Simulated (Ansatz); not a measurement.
**Mg₂GeN₃ under compression: one row to predict**

It was reached by relaxing an invented guess, and it needn't be the stable form of this composition.

All numbers below come from Ansatz, DFT PBE, scalar-relativistic, plane waves, PAW. The final run on the 6-atom cell used 420 eV, a Γ-centred 12×12×4 mesh, 0.10 eV smearing and no spin polarisation.

```
Mg Ge N
1.0
     3.00323    0.00000    0.00000
    -1.50162    2.60087    0.00000
     0.00000    0.00000    7.72850
Mg Ge N
2 1 3
Cartesian
  0.0000 1.7339 5.1581
  1.5016 0.8670 2.5704
  0.0000 0.0000 0.0000
  0.0000 1.7339 1.1115
  1.5016 0.8670 6.6170
  0.0000 0.0000 3.8643
```

The cell was set to several volumes, with shape and atoms relaxed at each where symmetry leaves them free. Pressure is positive in compression, and energies count from the lowest row. No row has a gap on its mesh.

| row | V (Å³/atom) | P (GPa) | ΔE (meV/atom) |
| --- | --- | --- | --- |
| 1 | 8.854 | 26.83 | 89.9 |
| 2 | 9.156 | 18.41 | 47.6 |
| 3 | 9.458 | ? | ? |
| 4 | 9.759 | 5.17 | 4.7 |
| 5 | 10.061 | 0.00 | 0.0 |
| 6 | 10.363 | -4.40 | 4.3 |
| 7 | 10.665 | -8.11 | 16.3 |
| 8 | 11.067 | -12.21 | 42.1 |

Problem. Find B = −V·ΔP/ΔV from rows 4 and 6 and from rows 1 and 2, and from the two its slope B′ and its value B0 at zero pressure.

Solution. Rows 4 and 6 give −(9.759 + 10.363)/2 × (-4.40 − (5.17))/(10.363 − 9.759) = 159.4 GPa at a mean pressure of 0.38 GPa. Rows 1 and 2 give −(8.854 + 9.156)/2 × (18.41 − (26.83))/(9.156 − 8.854) = 251.1 GPa at a mean pressure of 22.62 GPa. So B′ = (251.1 − 159.4)/(22.62 − (0.38)) = 4.12 and B0 = 159.4 − 4.12 × (0.38) = 157.8 GPa. A third-order Birch–Murnaghan fit to all the energies gives B0 = 158.5 GPa and B′ = 4.4.

Problem. Estimate the pressure and energy of row 3.

Solution. From row 5, V0 = 10.061 × (1 + (0.00)/157.8) = 10.061 Å³/atom. Murnaghan's form P = (B0/B′)·[(V0/V)^B′ − 1] gives (157.8/4.12) × [(10.061/9.458)^4.12 − 1] = 11.11 GPa; the computed pressure is 11.26 GPa, so the estimate is off by -0.15 GPa. The work of compression from row 4, with the mean of the two pressures, gives ΔE = 4.7 + (11.11 + 5.17)/2 × (9.759 − 9.458)/160.2 × 1000 = 20.0 meV/atom (1 eV/Å³ = 160.2 GPa); the computed value is 19.9 meV/atom.

An odd number of electrons in the primitive cell allows no gap without spin; a larger cell or a magnetic state could open one. The cell is a metal run without spin; a magnetic state may lie lower. All volumes keep the k mesh of the relaxed cell. A later test with randomly moved atoms came back to the same energy, though modes that don't fit the test's cell weren't probed.

The energy rises more steeply on compression than on expansion, and the lattice stiffens as its volume falls, because short-range repulsion between the closed shells grows faster than the bonding attraction. The coordinates describe an ordered rock-salt stacking, with Mg and Ge both in octahedra of N, so compression has little open space to take up and must shorten the bonds themselves. The estimate for row 3 falls slightly low probably because B′ itself decreases under pressure: a slope taken across a wide interval gives 4.12, against 4.4 from the fit.

The metallicity follows from the electron count. With Mg(II), Ge(IV) and nitride ions, the formula is one electron short of balance, which suggests holes in the mainly N 2p valence band rather than carriers in Ge or Mg states. The smooth curve supports a compressibility for this one arrangement, but can't show whether pressure would favour it over a tetrahedral, wurtzite-like network, the usual motif in charge-balanced Mg–Ge nitrides.
